Schur-Weyl duality for spins one-half, worked through for the three protons of a methyl rotor

N spins one-half have 2^N states, and two kinds of symmetry act on them. One can rotate all spins together, or one can relabel them. Schur-Weyl duality says that these two symmetries sort the states with the same label, the total spin S. For identical fermions this ties the spin of a level to the permutation symmetry of its spatial function, so that a Hamiltonian with no spin in it still gives energies that depend on S. The algebra is the same for three electrons in three coupled quantum dots and for the three protons of a CH₃ group, such as the groups on a methyl-terminated silicon surface or in a carbon-doped oxide dielectric. Hartree atomic units are used (ħ = mₑ = e = 4πε₀ = 1), and energies are converted at the end.

1. Premises and conventions

Premise A, the space. Each spin has the states α (s_z = +1/2) and β (s_z = −1/2). The space V is spanned by the 2^N orthonormal strings such as αβα, in which slot i belongs to particle i. The total spin components are S_x, S_y, S_z, each the sum of the one-particle components, with S± = S_x ± iS_y.

Premise B, angular momentum. S² and S_z commute and have eigenvalues S(S+1) and M = S, S−1, …, −S. The ladder operators commute with S² and obey S₋S₊ = S² − S_z² − S_z and S₊S₋ = S² − S_z² + S_z. The multiplet with basis |S,M⟩ is called D^S. It is irreducible under rotations, and multiplets of different S are inequivalent.

Premise C, finite groups. A unitary representation splits into irreducible ones. Schur's lemma holds: a map that commutes with the group action between two irreducible representations is zero if they are inequivalent and a multiple of one fixed map if they are equivalent. The orthogonality relations of matrix elements and characters follow from it.

Premise D, the names of the representations of the symmetric group S_N of all N! relabellings. A Young diagram [λ₁, λ₂, …] has rows of λ₁ ≥ λ₂ ≥ … boxes, N in all. Write the numbers 1 to N into the boxes. The row group contains the permutations that keep every number in its row, and the column group those that keep every number in its column. Exactly one irreducible representation contains both a nonzero vector unchanged by the row group and a nonzero vector that the column group multiplies by the sign of the permutation. That representation is named [λ], and different diagrams name inequivalent representations.

Premise E, the Pauli principle. The total state of identical fermions, space and spin together, is multiplied by sgn(π) under a permutation π, with sgn = +1 for even and −1 for odd permutations.

Convention. The operator P(π) moves the state in slot i to slot π(i). Then P(π)P(σ) = P(πσ), and each P(π) is a real orthogonal matrix that maps strings to strings. P_ij denotes the transposition of i and j.

2. Rotations and permutations commute

Moving slots gives P(π) s_i P(π)⁻¹ = s_π(i). The sum over i is unchanged, so every P(π) commutes with S_x, S_y, S_z, and hence with S±, with S² and with every rotation.

3. Factoring V into a multiplet and a multiplicity space

Let V(S,M) be the joint eigenspace of S² and S_z, and define W_S = V(S,S). By S₋S₊ = S² − S_z² − S_z, W_S is the set of vectors with M = S that S₊ annihilates. Since P(π) commutes with S² and S_z, it maps W_S into itself, so W_S carries a representation of S_N. The matrix of S₊ is real in the string basis, so W_S has a real orthonormal basis w_a, a = 1 … f_S, and in it the representation matrices Γ^S(π) are real and orthogonal.

For M > −S the product S₊S₋ equals the positive number S(S+1) − M(M−1) on V(S,M), and S₋S₊ equals the same number on V(S,M−1). So S₋ maps V(S,M) one to one onto V(S,M−1) and scales all lengths by one common factor. For the step that starts from M = S − j the squared factor is S(S+1) − (S−j)(S−j−1) = (j+1)(2S−j). The product over j = 0 … n−1 is n!(2S)!/(2S−n)!, and the vectors

|S, S−n; a⟩ = [(2S−n)!/(n!(2S)!)]^(1/2) (S₋)^n w_a   (1)

form an orthonormal basis of V(S,S−n). Spin operators change only M, with coefficients independent of a. Permutations pass through (S₋)^n and change only a, with matrices Γ^S(π) independent of M. This is what is meant by

V = ⊕_S D^S ⊗ W_S.   (2)

A picture in words: for each S the states fill a rectangular array with 2S+1 rows and f_S columns. Rotations mix entries within a column, and permutations mix entries within a row.

4. The dimension f_S

Put k = N/2 − S, the number of β spins in a string with M = S. There are C(N,k) such strings, where C is the binomial coefficient. By (2) each S′ ≥ S contributes f_S′ states with M = S, so C(N,k) is the sum of f_S′ over S′ ≥ S. Subtracting the same statement for S+1 gives

f_S = C(N,k) − C(N,k−1) = (2S+1) N!/[(N/2+S+1)! (N/2−S)!].   (3)

The second form follows from C(N,k−1) = C(N,k) k/(N−k+1), which leaves the factor (N−2k+1)/(N−k+1), with N−2k+1 = 2S+1 and N−k+1 = N/2+S+1. It is positive, so every S from N/2 down to 0 or 1/2 occurs.

5. Each W_S is irreducible, and no two are equivalent

The proof counts in two ways the operators X on V that commute with all permutations.

First count. X commutes with all P(π) exactly when its element between strings u and u′ is unchanged by applying the same permutation to both strings. Slot by slot, the pair (u, u′) shows one of four patterns: αα, αβ, βα or ββ. Two pairs are related by a permutation exactly when they have the same number of slots of each pattern. The number of free parameters of X is therefore the number of ways to write N as an ordered sum of four non-negative integers, which is C(N+3,3).

Second count. In the basis (1), X consists of blocks labelled by (S,M) and (S′,M′), each a map from W_S′ to W_S. X commutes with all permutations exactly when each block does. Let h(S,S′) be the number of independent maps from W_S′ to W_S that commute with S_N. The second count is the sum over S and S′ of (2S+1)(2S′+1) h(S,S′). The identity map gives h(S,S) ≥ 1, because no W_S is empty, so the second count is at least Q(N), the sum of (2S+1)² over the allowed S.

Now Q(N) = (N+1)² + Q(N−2), since only S = N/2 is new. The binomial obeys the same recursion, because C(N+3,3) − C(N+1,3) = (N+1)[(N+2)(N+3) − N(N−1)]/6 = (N+1)². The starting values agree: Q(1) = 4 = C(4,3) and Q(2) = 9 + 1 = 10 = C(5,3). Hence Q(N) = C(N+3,3), and the lower bound already uses up the whole count. This forces h(S,S) = 1 and h(S,S′) = 0 for S ≠ S′. A reducible W_S would have the projector on a proper invariant part as a second commuting map, so h(S,S) = 1 means irreducible. Equivalent spaces would have h = 1, so h(S,S′) = 0 means inequivalent.

6. Naming W_S

Put a = N/2 + S and b = N/2 − S. Fill the diagram [a,b] with 1 … a in the first row and a+1 … N in the second, so that the columns of length two are the pairs (j, a+j), j = 1 … b. Let η be the product of the singlets (αβ − βα)/√2 on these b pairs, with α in the remaining a − b = 2S slots. S₊ annihilates each singlet and each α, and M = S, so η lies in W_S. Each column transposition reverses one singlet, so the column group multiplies η by the sign.

Let u be the string with α in slots 1 … a and β in the rest. The row group leaves it unchanged. The orthogonal projector on W_S commutes with all permutations, because W_S is invariant and the P(π) are orthogonal, so the projection of u is also unchanged by the row group. It is not zero, since ⟨η|u⟩ = 2^(−b/2). Premise D then names the representation:

V = ⊕_S D^S ⊗ [N/2+S, N/2−S].   (4)

No diagram with three or more rows occurs. The direct reason is that a column of length three asks for antisymmetry in three slots, and with only two one-particle states two of those slots always hold the same state.

7. The two directions of the duality

Section 5 showed that the operators commuting with all permutations are exactly those that act on the factors D^S alone. The converse also holds. Let X commute with all rotations. Schur's lemma applied to the D^S makes X the identity on each D^S times some matrix Y_S on W_S. Form the combination e(S;a,b) = (f_S/N!) Σ_π Γ^S_ab(π) P(π). By the orthogonality relations it acts on W_S as the matrix with a single 1 in row a and column b, and as zero on every other W_S′. Any Y_S is a sum of such matrices. So every rotationally invariant operator on N spins one-half is a linear combination of permutations, and there are Σ_S f_S² independent ones.

8. The class sum of transpositions

On two spins, 2 s_i·s_j = (s_i + s_j)² − 3/2 equals +1/2 on the triplet and −3/2 on the singlet. The triplet states are symmetric and the singlet is antisymmetric, and together they span the two-spin space, so the Dirac identity holds:

P_ij = 1/2 + 2 s_i·s_j.   (5)

Squaring the total spin gives S² = 3N/4 + 2 Σ_{i<j} s_i·s_j. Summing (5) over the N(N−1)/2 pairs gives T = Σ_{i<j} P_ij = N(N−1)/4 + S² − 3N/4, so that on the block with spin S

T = S(S+1) + N(N−4)/4.   (6)

This can be compared with a known rule of S_N, that T acts on [λ] as the sum over all boxes of the column number minus the row number. For [a,b] that sum is a(a−1)/2 + b(b−1)/2 − b = (a² + b²)/2 − (a + 3b)/2 = N²/4 + S² − N + S, which is (6). All transpositions have the same character, so taking the trace of (6) gives that character as f_S T divided by N(N−1)/2.

N    S      diagram   f_S   T
2    1      [2]       1     1
2    0      [1,1]     1     −1
3    3/2    [3]       1     3
3    1/2    [2,1]     2     0
4    2      [4]       1     6
4    1      [3,1]     3     2
4    0      [2,2]     2     0

The sums of (2S+1) f_S are 4, 8 and 16, as they must be.

9. The spatial partner

Let the Hamiltonian contain no spin and treat the particles alike. It then commutes with permutations of the spatial coordinates alone, and its eigenfunctions can be grouped into irreducible representations U of S_N. Combine U with W_S at fixed M. The number of antisymmetric states in U ⊗ W_S is (1/N!) Σ_π sgn(π) χ_U(π) χ_S(π), where χ denotes characters. Since sgn·χ_S is real and is the character of the irreducible representation with matrices sgn(π)Γ^S(π), orthogonality makes this number 1 if U is that representation and 0 otherwise. The state itself is

Ψ = f_S^(−1/2) Σ_a φ_a |S,M;a⟩,   (7)

with spatial functions φ_a that transform with sgn(π)Γ^S(π). Applying π to both factors yields sgn(π) Σ_a Γ_ba Γ_ca = sgn(π) δ_bc as the coefficient of φ_b|S,M;c⟩, which confirms that Ψ is antisymmetric.

To name U, repeat section 6 with every matrix multiplied by sgn(π). The vector that was unchanged by permutations within 1 … a and within a+1 … N now takes the sign, and the vector that took the sign under the b pair exchanges is now unchanged. Reflect the filled diagram in its diagonal. The new diagram has two columns of lengths a and b, that is b rows of two boxes and 2S rows of one box. Its column group is the old row group and its row group is the old column group. Premise D gives

U = [2^(N/2−S), 1^(2S)],   (8)

where exponents count repeated rows. This is the conjugate diagram. On it the spatial class sum of transpositions is minus the value in (6). A spatial level whose diagram has three or more columns has no spin partner and does not exist for fermions of spin one-half. A spatial level of type (8) appears as exactly one multiplet, with 2S+1 states.

10. Three spins in full

For N = 3, (4) reads 8 = 4×1 + 2×2. The M = +1/2 strings are |1⟩ = βαα, |2⟩ = αβα and |3⟩ = ααβ. S₊ sends each of them to ααα, so W_1/2 consists of the combinations whose coefficients add to zero. A real basis is w₁ = (|2⟩ − |1⟩)/√2 and w₂ = (2|3⟩ − |1⟩ − |2⟩)/√6. P_ij exchanges |i⟩ and |j⟩, and taking scalar products gives, row by row,

P₁₂ = [[−1, 0], [0, 1]], P₂₃ = [[1/2, √3/2], [√3/2, −1/2]], P₁₃ = [[1/2, −√3/2], [−√3/2, −1/2]].

Their sum is zero, as (6) requires. This two-dimensional space is the one used as a qubit in three exchange-coupled dots: exchange between two dots acts through P_ij, and the label M takes no part.

Let c = P₁₂P₂₃ be the cycle that moves slot 1 to 2, 2 to 3 and 3 to 1, so that c|1⟩ = |2⟩, c|2⟩ = |3⟩ and c|3⟩ = |1⟩. With ε = exp(2πi/3), the states |κ⟩ = (|1⟩ + ε^(−κ)|2⟩ + ε^(−2κ)|3⟩)/√3 obey c|κ⟩ = ε^κ|κ⟩. The state κ = 0 is the symmetric one and belongs to S = 3/2. For κ = ±1 the coefficients add to zero, so these two states span W_1/2. There are 1² + 2² = 5 invariant operators but six permutations. The one relation among them is the vanishing of the antisymmetriser, which reads

1 + c + c⁻¹ = T.   (9)

Both sides equal 3 for S = 3/2, and 1 + ε + ε⁻¹ = 0 for S = 1/2.

11. The methyl rotor

Take a rigid CH₃ group with a spinless ¹²C nucleus, attached to a frame heavy enough to be treated as fixed, with the electrons and all other vibrations in a ground state that the cycle c leaves unchanged. Seen along the axis, labelled protons can be numbered anticlockwise or clockwise. These are two separate rings of configurations. Rotation moves the system around one ring, and a transposition carries it to the other. Passing from one ring to the other physically requires breaking or grossly deforming bonds, so the matrix element between rings is set to zero, and each rotor level occurs once on each ring.

On the anticlockwise ring proton j sits at azimuth φ + 2π(j−1)/3. The convention of section 1 gives (cψ)(x₁,x₂,x₃) = ψ(x₂,x₃,x₁), so (cψ)(φ) = ψ(φ + 2π/3), and exp(imφ) has the eigenvalue ε^m. Because the protons are identical the potential has period 2π/3, and m modulo 3 is conserved. The class m ≡ 0 is called A. The classes m ≡ +1 and m ≡ −1 are turned into each other by complex conjugation, which leaves the real Hamiltonian unchanged, so they are degenerate and are together called E.

Now apply (8). Take ψ on the first ring with cψ = ε^m ψ. Its partner P₁₂ψ lies on the second ring, and cP₁₂ = P₁₂c⁻¹ gives it the eigenvalue ε^(−m). For an A level both functions are unchanged by c, so ψ + P₁₂ψ is totally symmetric, of type [3], and ψ − P₁₂ψ is totally antisymmetric, of type [1,1,1]. The diagram [3] has three columns and is excluded. The diagram [1,1,1] is (8) with S = 3/2 and gives 4 states. For m ≡ +1 the pair carries the two different eigenvalues ε and ε⁻¹ and is interchanged by P₁₂, so it is irreducible and is [2,1], which is its own conjugate and is (8) with S = 1/2. It gives 2 states, and m ≡ −1 gives 2 more. So every A level has S = 3/2 and weight 4, and every E level has S = 1/2 and total weight 4. On a single ring the same result reads m + κ ≡ 0 modulo 3, because c is even and must leave the total state unchanged.

The rotor Hamiltonian with the leading term of the potential is

H = −B d²/dφ² + (V₃/2)(1 − cos 3φ), B = 1/(2I).   (10)

In the basis exp(imφ)/√(2π), in units of B and with v = V₃/B, the diagonal elements are m² + v/2 and the elements between m and m ± 3 are −q with q = v/4. Writing the energy as B(v/2 + λ), the coefficients a_m obey (m² − λ)a_m = q(a_(m+3) + a_(m−3)). Dividing by a_m, the ratio r_m = a_(m+3)/a_m satisfies r_m = q/[(m+3)² − λ − q r_(m+3)], which is a continued fraction running upward in m, and a like fraction runs downward. The lowest state of (10) is nodeless and nondegenerate, so c leaves it unchanged: the ground level is A, with S = 3/2. Let Δ be the height of the lowest E level above it. Within these two levels the energy is reproduced, up to a constant, by −(Δ/3)(c + c⁻¹) acting on the spins, since c + c⁻¹ is 2 for S = 3/2 and −1 for S = 1/2. By (9) and (5) this is

H_eff = constant − (Δ/3) T = constant − (2Δ/3) Σ_{i<j} s_i·s_j.   (11)

Tunnelling through the barrier thus acts as a ferromagnetic exchange J_eff = −2Δ/3 between the proton spins, although (10) contains no magnetic term.

12. Range of validity

Results (2) to (6) and the duality of section 7 are exact statements about N spins one-half and need no Hamiltonian. For particles of higher spin s the diagrams can have up to 2s+1 rows, (5) fails, and S no longer fixes the diagram. This is the case for the deuterons of CD₃, which have spin 1 and are bosons, so that space and spin carry the same diagram. In CH₂D only two particles are identical.

Result (8) needs identical fermions and a Hamiltonian that commutes with permutations of space alone. A uniform magnetic field couples to S_z, commutes with S² and leaves the labels intact. A scalar coupling J Σ s_i·s_j with three equal constants is a function of T and only shifts the A–E gap by 3J/2 in magnitude, since the sum is +3/4 for S = 3/2 and −3/4 for S = 1/2. Terms that tie spin to position break the labels. For electrons these are spin-orbit coupling and field gradients between dots. For the methyl protons the main one is the magnetic dipole coupling, of size D = α²γ²/d³, with α the fine-structure constant, γ the proton gyromagnetic ratio and d the H–H distance. It is a tensor of rank two in spin. It splits the quartet by an amount of order D and mixes S = 3/2 with S = 1/2 with an amplitude of order D/Δ. S is a good label while D ≪ Δ. When Δ falls to D the eight states still factor as in (4), but the eigenstates no longer follow that factoring.

Model (10) further assumes a rigid group, a fixed frame, no higher harmonics in the potential, and no coupling to lattice vibrations or to neighbouring rotors. Thermal populations of A and E assume full equilibrium. Conversion between them needs a term such as the dipole coupling and can be slow, so a cooled sample may keep its earlier populations for a long time.

13. Numerical illustration

Inputs: a typical C–H length of 1.09 Å, tetrahedral angles, the proton mass 1836.15, the proton g factor 5.5857, and a low barrier v = 20 chosen for illustration. A guard digit is carried in the intermediate values.

The bond length is 2.0598 bohr. The bond makes an angle with cosine 1/3 with the axis, so the distance of each proton from the axis is ρ = 2.0598 × 2√2/3 = 1.9420 bohr. Then I = 3 × 1836.15 × ρ² = 2.0774 × 10⁴ and B = 2.407 × 10⁻⁵ hartree, so V₃ = 4.81 × 10⁻⁴ hartree.

With q = 5, the lowest A state has a₃ = a₋₃, and the equation for m = 0 becomes λ = −50/[9 − λ − 25/(36 − λ − 25/(81 − λ − …))]. At λ = −4.0315 the square bracket is 12.4024 and the right side returns −4.0315, so λ_A = −4.0315. For m ≡ 1 the equation for m = 1 is λ = 1 − 25/[16 − λ − 25/(49 − λ − …)] − 25/[4 − λ − 25/(25 − λ − …)]. At λ = −3.8663 the two fractions are 1.28924 and 3.57704, which return λ_E = −3.8663. Hence Δ = 0.1652 B = 3.98 × 10⁻⁶ hartree. For the free rotor, v = 0, the gap between m = 0 and m = ±1 would be B itself. The next level at v = 20 is of type E, with λ = 5.95, which is 9.98 B above the ground level.

For the dipole coupling, d = √3 ρ = 3.364 bohr and γ = 5.5857/(2 × 1836.15) = 1.521 × 10⁻³, so D = 3.24 × 10⁻¹² hartree and D/Δ = 8 × 10⁻⁷. The label S is safe at this barrier. Δ falls steeply with the barrier, with leading factor exp[−(4/3)√v], where (4/3)√v is the integral of √(V/B) from one minimum to the next. In model (10) Δ drops to D, which is 1.35 × 10⁻⁷ B, between v = 250 and v = 300, and there the neglected term is as large as the splitting.

Conversion: B = 0.655 meV, equivalent to 5.28 cm⁻¹ or 7.60 K. V₃ = 13.1 meV. Δ = 0.108 meV, equivalent to 26.2 GHz or 1.26 K, and J_eff = −0.072 meV. The next level lies 76 K up. D is 21 kHz, and the barriers v = 250 and 300 are 0.16 and 0.20 eV. A typical geminal scalar coupling of magnitude 12 Hz shifts the gap by 18 Hz. A field of 10 T gives a proton Larmor frequency of 426 MHz, or 0.020 K, which is 1.6 % of Δ.

The link between spin and rotor level shows up in the nuclear magnetisation. With weights 4 and 4 and x = exp(−Δ/kT), the fraction of groups in A is p_A = 1/(1 + x), with higher levels negligible for T up to a few kelvin. To first order in the field the magnetisation is proportional to ⟨M²⟩/kT. The mean of M² over a multiplet is S(S+1)/3, which is 5/4 for the quartet and 1/4 for a doublet, so ⟨M²⟩ = 1/4 + p_A. Three independent spins have ⟨M²⟩ = 3/4. The ratio of the susceptibility to that of three independent protons is therefore R = (1 + 4p_A)/3.

T (K)    x       p_A     R
1        0.28    0.78    1.37
2        0.53    0.65    1.20
4        0.73    0.58    1.10

As T → 0 every group reaches the quartet and R → 5/3. When kT ≫ Δ, p_A → 1/2 and R → 1, so the three protons respond as independent spins, which is the counting 8 = 4×1 + 2×2 with all eight states equally weighted.